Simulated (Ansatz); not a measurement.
## Cu: the change of energy above lowest point with volume scale

All results are calculated (Ansatz 0.2.0). Free energy against uniform scaling of the volume at fixed shape and fractions; periodic cell, basis, potentials, k mesh and filling as listed.

The cell before it is scaled or strained (space group Cmcm, No. 63):
```
cell vectors (Å)
   1.2185    -3.9764     0.0000
   1.2185     3.9764     0.0000
   0.0000     0.0000     2.4755
atoms (fractions of the cell vectors)
Cu  0.13387  0.86613  0.25000
Cu  0.86613  0.13387  0.75000
```

Settings of every row: functional r2SCAN; dispersion none; accuracy low; potentials PAW; wave cutoff 639.47 eV; density cutoff 2557.9 eV; k mesh 12x12x12; k shift 0x0x0; occupations cold; smearing width 0.02 eV; spin none; xc grid level 1; SCF threshold exponent -8.

Limits: coarse k mesh, up to 40 meV an atom off; loose SCF threshold; the cell comes from a prototype or a list of computed structures and needn't be the stable phase.

| row | volume scale | V (Å³/atom) | energy above lowest point (meV/atom) |
| --- | --- | --- | --- |
| 1 | 0.9 | 10.795 | 70.5 |
| 2 | 0.925 | 11.095 | 38 |
| 3 | 0.95 | 11.395 | ? |
| 4 | 0.975 | 11.695 | 4 |
| 5 | 1 | 11.994 | 0 |
| 6 | 1.025 | 12.294 | 2.9 |
| 7 | 1.05 | 12.594 | 11.9 |
| 8 | 1.075 | 12.894 | 25.9 |
| 9 | 1.1 | 13.194 | 44.4 |

Question: what energy above lowest point should row 3 give?

Worked fit of energy above lowest point. Take u = (V_r/V)^(2/3) − 1 with V_r = 12.144 Å³ an atom, which is twice the finite (Eulerian) strain; such expansions in the strain, on which the Birch-Murnaghan equation of state is built, carry the rest volume and the bulk modulus. The shown rows have u = 0.08166, 0.06208, 0.02543, 0.00832, -0.00815, -0.02397, -0.03916, -0.05378. Least squares give energy above lowest point = 0.65 − 178.7 × u + 12151 × u² + 6345 × u³ meV/atom; a parabola predicts inner rows, each left out in turn, worse (root mean square 0.47 against 0.11 meV/atom). The rows lie off it by 0.0, 0.1, -0.1, 0.0, 0.0, 0.1, 0.0, 0.0. Its lowest point lies at u = 0.0073, or V = 12.01 Å³ an atom, and the curvature there gives the bulk modulus at fixed shape and fractions, B = (4/9)(1 + u)² E″(u)/V = 148 GPa. Letting shape and atoms relax would as a rule lower it, by much in layered, chain or molecular crystals. The withheld row has u = 0.04335, so the fit gives 0.65 − 178.7 × (0.04335) + 12151 × (0.04335)² + 6345 × (0.04335)³ = 16.3 meV/atom.

The calculation gave 16.2 meV/atom. The fit lies 0.1 meV/atom (0.14 % of the column's range) above it, one unit of the last digit.
